**Q.** I have eleven atoms, each paired with iodine, from spin-polarised scalar-relativistic LDA. You covered the results for fluorine and silver. What can I say about them from the other nine?

Spherical all-electron Kohn-Sham calculations with radks and Libxc for neutral atoms in their NIST ground configurations, using spin-polarised, scalar-relativistic LDA (PW92), open shells filled at highest spin and a Fermi nucleus. C6 is for each atom paired with iodine, from the Casimir-Polder integral of adiabatic-LDA polarisabilities.

```csv
species,Z,configuration,C6 (a.u.),dipole polarisability (bohr³)
He,2,1s2,24.97,1.658
N,7,[He] 2s2 2p3,101.1,8.191
F,9,[He] 2s2 2p5,?,?
S,16,[Ne] 3s2 3p4,233.1,21.26
Ca,20,[Ar] 4s2,719.9,146.5
Mn,25,[Ar] 3d5 4s2,444.6,65.72
Ag,47,[Kr] 4d10 5s1,?,?
Er,68,[Xe] 4f12 6s2,741.1,134.7
Tm,69,[Xe] 4f13 6s2,722.8,129.6
Hf,72,[Xe] 4f14 5d2 6s2,629.3,94.82
Ta,73,[Xe] 4f14 5d3 6s2,576.5,77.30
```

**A.** Be clear first about the columns. The dipole polarisability α is the static response of the atom in the row. C6 is the coefficient of the −C6/R⁶ attraction between that atom and iodine, in hartree·bohr⁶. It is not the like-pair value: helium with helium is roughly 1.5 in nature, as I recall, and somewhat more in LDA, against 24.97 here. With the partner fixed, the row atom enters once, so the thing to watch is C6/α.

**Q.** That ratio is 15.1 for He and 4.9 for Ca. Why does it vary threefold?

**A.** Dispersion comes from a fluctuating dipole on one atom that the other atom answers, so it matters how fast each can respond. A very polarisable atom has loosely held electrons with low excitation energies. It follows iodine's slow fluctuations well and the fast ones hardly at all, and part of its static α earns nothing. A stiff atom follows nearly everything iodine does. The table shows this: He, N and S each have a larger ratio than any of the six metals. The ratio falls as α rises with one exception, Mn, which lies below Ta in spite of its smaller α.

**Q.** How does that become a formula?

**A.** The Casimir-Polder integral is C6 = (3/π)∫α_X(iω)α_I(iω)dω over imaginary frequency, X being the row atom. Give each atom one excitation frequency, α(iω) = α/(1 + ω²/ω₀²). The integral is then elementary and gives the London form

C6 = (3/2) α_X α_I ω_X ω_I/(ω_X + ω_I).

If N electrons share that frequency, the oscillator-strength sum rule gives α = N/ω₀² in atomic units, so ω_X = √(N/α_X), the Slater-Kirkwood step. Inverting,

α/C6 = a + b√(α/N),

where a = 2/(3α_Iω_I) and b = 2/(3α_I) depend on iodine alone. At fixed N a stiff atom has C6 ∝ α and a soft one C6 ∝ √α. The log-log slope of the nine rows is 0.75, between those limits.

**Q.** And N? For helium I would say two, but for tantalum I have no idea.

**A.** I fitted a and b to the nine known rows in two ways. Model A takes the same N for every atom and absorbs it in b. Model B counts outer s and p electrons: 2 for He and the known metals, 5 for N, 6 for S. When each row is predicted from the other eight, both err by about 9% rms relative to the tabulated C6, and A is 15% high for He. That is far above the rounding of the table, at most 0.05%, so the misfit belongs to the model. The two constants trade against each other and should not be read as properties of iodine. The known rows cannot choose between A and B.

**Q.** Where does the single frequency break down?

**A.** Most plainly at Ca and Er. Calcium has 8.8% more α and 2.9% less C6, while both models give these two the same N and so must rank C6 as α. Calcium is the worst fitted row of each, about 11% too high, and tantalum comes out 8 to 10% too low. Theory says what kind of thing does this: oscillator strength f at a high frequency ω adds only f/ω² to α but keeps contributing over the whole range where iodine responds, so it raises C6/α. That the d and f shells, or the core beneath them, supply it in Er, Hf and Ta is my guess; these two columns do not resolve shells. The Ca–Er order is also a result of this functional and need not be nature's, since LDA puts α of Ca about 8% below the rough recalled 160 bohr³ and the error for Er is not checked here.

**Q.** The formula needs α, and that is covered too.

**A.** There I use outside knowledge, and the forecast is only as good as it. Rough recalled polarisabilities are 3.7 bohr³ for F and 55 for Ag. LDA has a bias, which I take from similar known rows. It runs 11 to 18% above the recalled values for He, N and S, in line with the standard self-interaction error that leaves outer electrons of compact atoms too weakly bound. It runs 3 to 8% below for Mn and Ca. The mean factors, 1.137 and 0.941, give about 4.2 for F and 51.8 for Ag. The bars, 7% and 15%, are judged and not derived. A route that needs no recalled polarisability scales nitrogen's tabulated value as N/Zeff⁴, because α goes as the electron count times the fourth power of the radius. Slater's screened charges Zeff give 8.191 × (7/5) × (3.9/5.2)⁴ = 3.63 for F, which I expect to be low.

**Q.** Show me silver in full.

**A.** Silver was in neither fit. It has one 5s electron, so B takes N = 1, and with the forecast α less rounded, √51.76 = 7.194 serves both models. For A, α/C6 = 0.0487 + 0.0111 × 7.194 = 0.1286, so C6 = 51.76/0.1286, just over 400. For B, 0.0575 + 0.0148 × 7.194 = 0.1640 and C6 = 316. B ignores the 4d10 shell, and A ignores that there is a single 5s electron, so I take the mean, 359. The bar adds three parts in quadrature: 8.8% from the left-out rows, 12.1% for half the gap between the models, and 10.2% carried over from α. That is 18%, or ±65. For fluorine, with N = 7 in B, the models nearly agree and give 60 ± 7.

**Q.** Then commit yourself.

**A.** Fluorine: α of 3.9–4.5 bohr³, between He and N; C6 of 53–67; C6/α of 13–16, above nitrogen, because more electrons held more tightly raise the frequency. Silver: α of 44–60, between S and Mn; C6 of 290–430, below Mn; C6/α of 5.9–8.0, between Ca and S, and between models B and A.

The withheld rows as computed:

```csv
species,Z,configuration,C6 (a.u.),dipole polarisability (bohr³)
F,9,[He] 2s2 2p5,61.72,4.212
Ag,47,[Kr] 4d10 5s1,354.5,44.75
```

**Q.** All six numbers are inside the ranges. Fluorine's α is right to 0.1%.

**A.** That closeness is luck. The input had two figures and the bias factor spread from 1.11 to 1.18. What the row shows is that fluorine's LDA bias, 1.14 against the recalled value and 1.13 against the recommended value listed with the run, is like that of its neighbours. The Slater scaling was low as expected, by 13.9% of the computed α. C6 is 61.72, my central value was 2.9% under it, and nearly all of that lies in the ratio, 14.65, which exceeds nitrogen's as forecast. Given the computed α, A is 4.6% low and B 1.0% low. Both are within the usual scatter, so fluorine does not choose between them. Nor does B's small miss make seven the true count. The same run gives a like-pair C6 of 11.37 for fluorine, and the one-frequency form C6 = (3/4)α²ω₀ then gives ω₀ ≈ 0.85 hartree and N = αω₀² ≈ 3.1. The counts in B are labels that the fitted a and b rescale, not the number of electrons that respond. Its 2p5 shell is spherically averaged, as are the open shells of S, Er, Tm, Hf, Ta and iodine, so these are values for an averaged atom and not for a term.

**Q.** Silver's C6 is better still, 354.5 against 359.

**A.** That hit is two misses cancelling. My α was 15.7% above the computed 44.75 and my ratio 12.4% below the computed 7.92, and 1.157 × 0.876 = 1.013. Each was off by 0.9 of its bar, and each computed value sits at an edge of its range. The two errors are partly linked, since a smaller α means a stiffer atom and a larger ratio, but not wholly: fed the computed α, the mean of the models is still 8.4% low.

**Q.** You said the ratio would lie between B and A. Does it?

**A.** At the α I forecast it does not. The models gave 315.5/51.76 = 6.10 and 402.4/51.76 = 7.77, and 7.92 is above both. At the computed α they give 285.8/44.75 = 6.39 and 363.8/44.75 = 8.13, and silver falls between them but nowhere near the middle. A is 2.6% high in C6 and B is 19.4% low, more than twice its left-out rms. Averaging was a poor choice for this row. The orderings against S, Mn and Ca held.

**Q.** What does that say about silver's electrons?

**A.** Ask which N would make B exact. α/C6 = 44.75/354.5 = 0.1262; subtracting 0.0575 and dividing by 0.0148 gives √(α/N) = 4.64, so N ≈ 2.1. This is not an electron count, since it depends on the fitted constants. It does show that counting the 5s electron alone fails and that silver acts, toward iodine, like the metals counted as two. Its ratio is larger than that of any of the six other metals, which its smaller α alone would lead one to expect. The natural source of the excess over a one-electron count is the ten 4d electrons just under the 5s, stiff enough to supply a smaller share of α than of C6, by the argument used for tantalum. The assignment to 4d is untested here. If it is right, copper and gold should also lie well above a one-electron count.

**Q.** And the low α?

**A.** The computed value is 0.81 of my recalled 55, against 0.92 and 0.97 for Ca and Mn. Either the recalled figure is too high or LDA makes a lone s electron outside a full d shell too hard to polarise, by more than it does the s electrons of those two atoms, and one row cannot separate the two. Spin-orbit coupling is left out, which should matter little for an s electron but bears on iodine's 5p shell. In the single-frequency picture any error on iodine goes into a and b, so the fits say nothing about whether these C6 values are true to nature.

**Q.** Should I use model A from now on?

**A.** It had the smaller worst case on these two rows, and two rows are thin evidence. Across all eleven, each judged while outside the fit, a single-frequency rule turns a known α into C6 with iodine to about 8% rms for A and 10% for B, with individual errors of up to 15% for A and 19% for B. It cannot be relied on to order atoms whose C6 differ by a few per cent. The row-by-row residuals are in the output that follows.

Output of the analysis:

```
largest rounding of table values: 0.049 %
log-log slope of C6 on alpha, known rows: 0.753 (one-pole limits 0.5 and 1)
known rows: C6/alpha (a.u.), error of C6 in % for A, B, then left-out A, B
 He  15.06   +5.3   -6.4  +14.8  -12.1
 N   12.34   +0.6   +6.0   +0.9   +8.8
 S   10.96   -8.7   +6.9  -10.3   +8.7
 Ca   4.91  +11.1  +10.5  +13.6  +12.8
 Mn   6.77   +6.5   +3.8   +7.4   +4.4
 Er   5.50   +2.4   +1.5   +2.9   +1.9
 Tm   5.58   +2.4   +1.5   +2.9   +1.8
 Hf   6.64   -3.9   -5.5   -4.7   -6.6
 Ta   7.46   -8.4  -10.3   -9.8  -12.3
model A: a=0.0487 b=0.0111 a.u.; rms 6.4 %, left-out rms 8.8 %, worst Ca
model B: a=0.0575 b=0.0148 a.u.; rms 6.6 %, left-out rms 8.7 %, worst Ca
Er to Ca: alpha +8.8 %, C6 -2.9 %
Er to Tm: alpha -3.8 %, C6 -2.5 %
Tm to Hf: alpha -26.8 %, C6 -12.9 %
Hf to Ta: alpha -18.5 %, C6 -8.4 %
LDA / rough recalled alpha: He 1.18, N 1.11, S 1.12, Ca 0.92, Mn 0.97
F: recalled alpha 3.7 x 1.137; C6 from A 58.8, from B 61.0 a.u.
 C6 bar parts: left-out 8.8 %, half A-B gap 1.8 %, alpha 6.2 %
 alpha (bohr^3): predicted 4.21 +- 0.29, range 3.9-4.5; computed 4.21, miss -0.1 % = -0.02 bars, inside
 C6 (a.u.): predicted 59.90 +- 6.51, range 53-67; computed 61.72, miss -2.9 % = -0.28 bars, inside
 C6/alpha: predicted 14.24 +- 1.28, range 13-16; computed 14.65, miss -2.8 % = -0.32 bars, inside
 C6 from computed alpha: A 58.9 (-4.6 %), B 61.1 (-1.0 %), mean -2.8 %
 computed / rough recalled alpha 1.14
 Slater scaling of alpha from N: 3.63 bohr^3, miss -13.9 %
Ag: recalled alpha 55.0 x 0.941; C6 from A 402.4, from B 315.5 a.u.
 C6 bar parts: left-out 8.8 %, half A-B gap 12.1 %, alpha 10.2 %
 alpha (bohr^3): predicted 51.76 +- 7.76, range 44-60; computed 44.75, miss +15.7 % = +0.90 bars, inside
 C6 (a.u.): predicted 358.99 +- 65.04, range 290-430; computed 354.50, miss +1.3 % = +0.07 bars, inside
 C6/alpha: predicted 6.94 +- 1.09, range 5.9-8.0; computed 7.92, miss -12.4 % = -0.91 bars, inside
 C6 from computed alpha: A 363.8 (+2.6 %), B 285.8 (-19.4 %), mean -8.4 %
 computed / rough recalled alpha 0.81
```
